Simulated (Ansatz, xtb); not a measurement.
# Ligand exchange: SiH2F2 + SiH3(SnH3) → SiH2(SiH3)F + SnH3F

Species: SiH2F2 `F[SiH2]F`, singlet; SiH3(SnH3), singlet; SiH2(SiH3)F, singlet; SnH3F `[F][SnH3]`, singlet. The partners trade F for SiH3: Si–F and Sn–SiH3 bonds give way to Si–SiH3 and Sn–F.

Shapes, held fixed at every level: PBE0-D4/def2-TZVP. Programs: Ansatz 0.2.0, xtb 6.7.1, xtb 6.7.1 later snapshot. The zero-point and thermal change to 298 K, harmonic and unscaled (PBE0-D4/def2-TZVP), is -2.5 kJ/mol.

**Question.** Estimate ΔH(298 K) of this reaction.

**Answer.** The highest level, CCSD(T)/def2-TZVPP, gives ΔH(298 K) = +137.3 kJ/mol; the levels span +122.0 to +168.0. The column of differences is taken from that level and isn't an error. No measured value is set beside it here. For atoms past krypton def2 sets carry core potentials with scalar relativity. Correlated rows may include outer-core shells of Sn, which these sets cover unevenly.

```json
{"level": "GFN2-xTB", "kind": "semi-empirical", "ΔH(298 K) (kJ/mol)": "+168.0", "less CCSD(T)/def2-TZVPP": "+30.7"}
{"level": "HF/def2-SVP", "kind": "Hartree–Fock", "ΔH(298 K) (kJ/mol)": "+126.5", "less CCSD(T)/def2-TZVPP": "-10.8"}
{"level": "HF/def2-TZVPP", "kind": "Hartree–Fock", "ΔH(298 K) (kJ/mol)": "+135.0", "less CCSD(T)/def2-TZVPP": "-2.3"}
{"level": "SPW92/def2-TZVPP", "kind": "LDA", "ΔH(298 K) (kJ/mol)": "+131.3", "less CCSD(T)/def2-TZVPP": "-6.0"}
{"level": "r2SCAN0-D4/def2-TZVPP", "kind": "global hybrid", "ΔH(298 K) (kJ/mol)": "+134.5", "less CCSD(T)/def2-TZVPP": "-2.8"}
{"level": "wB97X-V/def2-TZVPP", "kind": "range-separated hybrid", "ΔH(298 K) (kJ/mol)": "+122.0", "less CCSD(T)/def2-TZVPP": "-15.3"}
{"level": "CCSD(T)/def2-SVP", "kind": "coupled cluster or CI", "ΔH(298 K) (kJ/mol)": "+124.5", "less CCSD(T)/def2-TZVPP": "-12.8"}
{"level": "CCSD/def2-SVP", "kind": "coupled cluster or CI", "ΔH(298 K) (kJ/mol)": "+124.9", "less CCSD(T)/def2-TZVPP": "-12.4"}
{"level": "CCSD(T)/def2-TZVPP", "kind": "coupled cluster or CI", "ΔH(298 K) (kJ/mol)": "+137.3", "less CCSD(T)/def2-TZVPP": "0.0"}
```

The exchange is strongly endothermic at every level, so fluorine prefers silicon to tin. The Si–Si and Si–Sn bonds that trade places are both weakly polar and differ modestly in strength, so most of the cost comes from giving up Si–F for Sn–F. Fluorine sits closer to the smaller silicon atom, which strengthens both the ionic attraction and the overlap, whereas tin's valence orbitals are more diffuse. Separating the two geminal fluorines of SiH2F2 probably adds to the cost, since each lone pair can donate into the other Si–F antibonding orbital.

Hartree–Fock lies close to CCSD(T) in the same basis, and triples barely matter in def2-SVP, as expected when single bonds are exchanged and correlation largely cancels. Enlarging the basis matters more, raising CCSD(T) from +124.5 to +137.3 kJ/mol. The sign is therefore secure, but the close agreement of r2SCAN0-D4 with the highest level doesn't establish its accuracy, because convergence beyond the triple-zeta basis remains untested.
